**Potassium core and valence binding energies: where eigenvalues, LDA/PBE ΔSCF and Dirac-Fock fail**

The table holds binding energies of the free K atom from the K to the N1 shell, from a radial B-spline solver: Dirac-Fock ΔSCF with Breit and QED, Dirac-Kohn-Sham LDA and PBE (spherical, no spin polarisation), a screened-hole model and measured edges. The program tests, without fitted parameters, whether the gap between ΔSCF and −ε equals half the orbital's self-Coulomb integral plus the curvature of local exchange and the Dirac-Fock relaxation, using Slater-screened hydrogenic orbitals, and sets this against a two-parameter power law. The model meets K within 2% and the L shells within 9%, is 12% high for 3p without relaxation and fails for 4s (−59%). It also compares the exchange lost on ionisation in local and exact form, which singles out 2s with the sign and order of size of the L1 error of the functionals. The L1 − L3 interval is 84.0 eV measured, 85.8 in Dirac-Fock, 70.7 in LDA and 71.8 in PBE, and PBE, with the hole unpolarised, exceeds Dirac-Fock by 12.9 eV at K once Breit and QED are added.

Calculated values. Binding energies of the free K atom ([Ar] 4s1) from the vacuum level by ΔSCF, radial B-spline Dirac-Fock and Dirac-Kohn-Sham solver, Fermi nucleus. Dirac-Fock is averaged over the configuration; LDA (Slater exchange, VWN correlation) and PBE are spherical, without spin polarisation, Breit or QED terms. The screened hole has one extra valence electron; measured edges are of the metal, from its Fermi level.

## The fit in Python

```python
# Table: binding energies (eV) of free K by Delta-SCF, radial B-spline Dirac-Fock (Breit, QED) and Dirac-Kohn-Sham LDA/PBE,
# spherical, unpolarised. Tested: eigenvalue gap = F0/2 + exchange curvature + relaxation; L1 error from local exchange.
T = {
    'shell': ['K', 'L1', 'L2', 'L3', 'M2', 'M3', 'N1'],
    'df': [3614.0, 386.1, 303.1, 300.3, 24.0, 23.7, 4.0],  # eV
    'bq': [-4.01, -0.24, -0.22, -0.12, -0.01, 0.0, 0.0],  # eV
    'd_LDA': [5.8, -14.6, 0.6, 0.4, 1.2, 1.2, 0.4],  # eV
    'e_LDA': [108.7, 19.3, 21.9, 21.7, 6.1, 6.1, 2.0],  # eV
    'd_PBE': [16.9, -13.5, 0.7, 0.4, 1.2, 1.1, 0.3],  # eV
    'e_PBE': [109.1, 19.2, 21.8, 21.7, 6.1, 6.1, 2.0],  # eV
    'screened': [3609.0, 381.1, 298.1, 295.3, None, None, None],  # eV
    'measured': [3608.4, 378.6, 297.3, 294.6, None, None, None],  # eV
}
import numpy as np
from scipy.special import genlaguerre
from scipy.integrate import cumulative_trapezoid as ct, trapezoid as tz
from scipy.constants import physical_constants as pc
Ha = pc['Hartree energy in eV'][0]
S = T['shell']; ix = {s: i for i, s in enumerate(S)}
A = lambda k: np.array([np.nan if v is None else v for v in T[k]], float)
df, bq, dL, eL, dP, eP, sc, me = map(A, ['df', 'bq', 'd_LDA', 'e_LDA', 'd_PBE', 'e_PBE', 'screened', 'measured'])
# further outputs of the same runs (eV): DF Koopmans, DF relaxation, LDA half-occupied less Delta-SCF, 4s values
koop = {'K': 3651.2, 'L1': 397.407, 'L2': 315.613, 'L3': 312.634}
rel = {'K': -33.1776, 'L1': -11.0949, 'L2': -12.2666, 'L3': -12.1676}
ts = [0.03, -0.14, -0.19, -0.19, -0.09, -0.09, 0.02]; IE, LN = 4.34066, 4.40244
# hydrogenic orbitals with Slater's screening rules: (n, l, occupation, screening)
O = {'1s': (1, 0, 2, .3), '2s': (2, 0, 2, 4.15), '2p': (2, 1, 6, 4.15), '3s': (3, 0, 2, 11.25), '3p': (3, 1, 6, 11.25), '4s': (4, 0, 1, 16.8)}
M = dict(K='1s', L1='2s', L2='2p', L3='2p', M2='3p', M3='3p', N1='4s')
r = np.geomspace(1e-5, 150, 8000); P = {}
for o, (n, l, q, s) in O.items():
    x = 2*(19 - s)*r/n; p = x**(l + 1)*np.exp(-x/2)*genlaguerre(n - l - 1, 2*l + 1)(x)
    for b in P:
        if O[b][1] == l: p = p - tz(p*P[b], r)*P[b]
    P[o] = p/np.sqrt(tz(p*p, r))
def R(f, k):  # Slater integral of f with itself: twice the r1 < r2 part
    return 2*tz(f*ct(f*r**k, r, initial=0)/r**(k + 1), r)*Ha
rho = sum(O[o][2]*P[o]**2 for o in O)/(4*np.pi*r*r); Cx = .75*(3/np.pi)**(1/3)
Ex = lambda d: -Cx*tz(np.clip(d, 0, None)**(4/3)*4*np.pi*r*r, r)*Ha
c = {(0, 0): {0: 1}, (0, 1): {1: 1/3}, (1, 0): {1: 1/3}, (1, 1): {0: 1/3, 2: 2/15}}
J, xc, xL, xH = {}, {}, {}, {}
for o, (n, l, q, s) in O.items():
    J[o] = R(P[o]**2, 0)/2; xL[o] = Ex(rho - P[o]**2/(4*np.pi*r*r)) - Ex(rho)
    xc[o] = xL[o] - 4/3*Cx*tz(rho**(1/3)*P[o]**2, r)*Ha
    xH[o] = J[o] + l*(q - 1)*2/25*R(P[o]**2, 2) + sum(O[b][2]/2*w*R(P[o]*P[b], k) for b in O if b != o for k, w in c[(l, O[b][1])].items())
BL = df + dL; b1, b0 = np.polyfit(np.log(BL), np.log(eL), 1); pw = np.exp(b0)*BL**b1
print('rounding floor: 0.05 eV per entry, up to 0.1-0.2 eV in sums; eV throughout')
print('A shell LDA_dSCF -eps e_LDA e% ePBE-eLDA | F0/2 xcurv relax model resid | powerlaw resid')
for i, s in enumerate(S):
    o = M[s]; m = J[o] + xc[o] + rel.get(s, 0)
    rx = f'{rel[s]:.1f}' if s in rel else 'none'
    print(f'{s} {BL[i]:.1f} {BL[i]-eL[i]:.1f} {eL[i]:.1f} {100*eL[i]/BL[i]:.1f}% {eP[i]-eL[i]:+.1f} | {J[o]:.1f} {xc[o]:.1f} {rx} {m:.1f} {m-eL[i]:+.1f} ({100*(m/eL[i]-1):+.0f}%) | {pw[i]-eL[i]:+.1f} ({100*(pw[i]/eL[i]-1):+.0f}%)')
print(f'power law e = {np.exp(b0):.2f}*B^{b1:.2f} (2 parameters); M, N model rows lack relaxation')
print(f'half-occupied less dSCF: worst {max(map(abs, ts)):.2f}; worst share of e {max(100*abs(t)/e for t, e in zip(ts, eL)):.1f}%')
print('DF Koopmans+relax+bq-df:', ' '.join(f'{s} {koop[s]+rel[s]+bq[ix[s]]-df[ix[s]]:+.2f}' for s in rel))
print('DF relaxation, % of df:', ' '.join(f'{s} {100*rel[s]/df[ix[s]]:.1f}' for s in rel))
print('B shell d_LDA+bq d_PBE+bq PBE-LDA | model exchange lost: local, exact, local-exact (no correlation)')
for i, s in enumerate(S):
    o = M[s]; print(f'{s} {dL[i]+bq[i]:+.1f} {dP[i]+bq[i]:+.1f} {dP[i]-dL[i]:+.1f} | {xL[o]:.1f} {xH[o]:.1f} {xL[o]-xH[o]:+.1f}')
i1, i2, i3, iN = ix['L1'], ix['L2'], ix['L3'], ix['N1']; gL, gP = dL + bq, dP + bq
print(f"L1-L3 error vs DF: LDA {gL[i1]-gL[i3]:+.1f} PBE {gP[i1]-gP[i3]:+.1f} crude model {xL['2s']-xH['2s']-xL['2p']+xH['2p']:+.1f}")
print(f"model 2s-2p exchange lost: local {xL['2s']-xL['2p']:+.1f}, exact {xH['2s']-xH['2p']:+.1f}; G1(2s,2p) {R(P['2s']*P['2p'], 1):.0f}")
print('C shell df-screened df-meas screened-meas | LDA, PBE (+bq, DF shift) less meas | raw LDA-meas')
for i, s in enumerate(S):
    if me[i] == me[i]:
        a = sc[i] - me[i]; print(f'{s} {df[i]-sc[i]:.1f} {df[i]-me[i]:+.1f} {a:+.1f} | {gL[i]+a:+.1f} ({100*(gL[i]+a)/me[i]:+.2f}%) {gP[i]+a:+.1f} ({100*(gP[i]+a)/me[i]:+.2f}%) | {BL[i]-me[i]:+.1f}')
for s in ['K', 'L1', 'L2']:
    i = ix[s]; d = lambda v: v[i] - v[i3]
    print(f'interval {s}-L3: meas {d(me):.1f} DF {d(df):.1f} LDA+bq {d(BL+bq):.1f} PBE+bq {d(df+gP):.1f} LDA -eps {d(BL-eL):.1f}')
print(f'N1 vs measured {IE:.2f}: DF {df[iN]-IE:+.1f}, LDA dSCF {LN-IE:+.2f}, PBE {df[iN]+dP[iN]-IE:+.1f}, LDA -eps {LN-eL[iN]-IE:+.1f} ({100*((LN-eL[iN])/IE-1):+.0f}%)')
assert all(eL > 0) and all(eP > 0) and all(v < 0 for v in rel.values())
assert eL[i1] < eL[i3] and BL[i1] > BL[i2]
assert gL[i1] < -10 and gP[i1] < -10 and np.max(np.abs(np.delete(gL, i1))) < 2.5
assert np.nanargmax(sc - me) == i1 and np.nanmax(df - sc) - np.nanmin(df - sc) < 0.15
```

Output:

```
rounding floor: 0.05 eV per entry, up to 0.1-0.2 eV in sums; eV throughout
A shell LDA_dSCF -eps e_LDA e% ePBE-eLDA | F0/2 xcurv relax model resid | powerlaw resid
K 3619.8 3511.1 108.7 3.0% +0.4 | 159.0 -15.5 -33.2 110.4 +1.7 (+2%) | -17.0 (-16%)
L1 371.5 352.2 19.3 5.2% -0.1 | 29.8 -1.2 -11.1 17.5 -1.8 (-9%) | +6.0 (+31%)
L2 303.7 281.8 21.9 7.2% -0.1 | 36.7 -1.4 -12.3 23.1 +1.2 (+5%) | +0.7 (+3%)
L3 300.7 279.0 21.7 7.2% +0.0 | 36.7 -1.4 -12.2 23.2 +1.5 (+7%) | +0.8 (+4%)
M2 25.2 19.1 6.1 24.2% +0.0 | 7.1 -0.3 none 6.8 +0.7 (+12%) | -0.6 (-9%)
M3 24.9 18.8 6.1 24.5% +0.0 | 7.1 -0.3 none 6.8 +0.7 (+12%) | -0.6 (-10%)
N1 4.4 2.4 2.0 45.5% +0.0 | 1.1 -0.3 none 0.8 -1.2 (-59%) | +0.1 (+3%)
power law e = 0.89*B^0.57 (2 parameters); M, N model rows lack relaxation
half-occupied less dSCF: worst 0.19; worst share of e 1.5%
DF Koopmans+relax+bq-df: K +0.01 L1 -0.03 L2 +0.03 L3 +0.05
DF relaxation, % of df: K -0.9 L1 -2.9 L2 -4.0 L3 -4.1
B shell d_LDA+bq d_PBE+bq PBE-LDA | model exchange lost: local, exact, local-exact (no correlation)
K +1.8 +12.9 +11.1 | 178.6 177.1 +1.5
L1 -14.8 -13.7 +1.1 | 56.9 72.3 -15.4
L2 +0.4 +0.5 +0.1 | 67.8 68.5 -0.7
L3 +0.3 +0.3 +0.0 | 67.8 68.5 -0.7
M2 +1.2 +1.2 +0.0 | 13.9 14.0 -0.2
M3 +1.2 +1.1 -0.1 | 13.9 14.0 -0.2
N1 +0.4 +0.3 -0.1 | 1.0 1.2 -0.2
L1-L3 error vs DF: LDA -15.1 PBE -14.0 crude model -14.8
model 2s-2p exchange lost: local -10.9, exact +3.8; G1(2s,2p) 38
C shell df-screened df-meas screened-meas | LDA, PBE (+bq, DF shift) less meas | raw LDA-meas
K 5.0 +5.6 +0.6 | +2.4 (+0.07%) +13.5 (+0.37%) | +11.4
L1 5.0 +7.5 +2.5 | -12.3 (-3.26%) -11.2 (-2.97%) | -7.1
L2 5.0 +5.8 +0.8 | +1.2 (+0.40%) +1.3 (+0.43%) | +6.4
L3 5.0 +5.7 +0.7 | +1.0 (+0.33%) +1.0 (+0.33%) | +6.1
interval K-L3: meas 3313.8 DF 3313.7 LDA+bq 3315.2 PBE+bq 3326.3 LDA -eps 3232.1
interval L1-L3: meas 84.0 DF 85.8 LDA+bq 70.7 PBE+bq 71.8 LDA -eps 73.2
interval L2-L3: meas 2.7 DF 2.8 LDA+bq 2.9 PBE+bq 3.0 LDA -eps 2.8
N1 vs measured 4.34: DF -0.3, LDA dSCF +0.06, PBE -0.0, LDA -eps -1.9 (-45%)
```
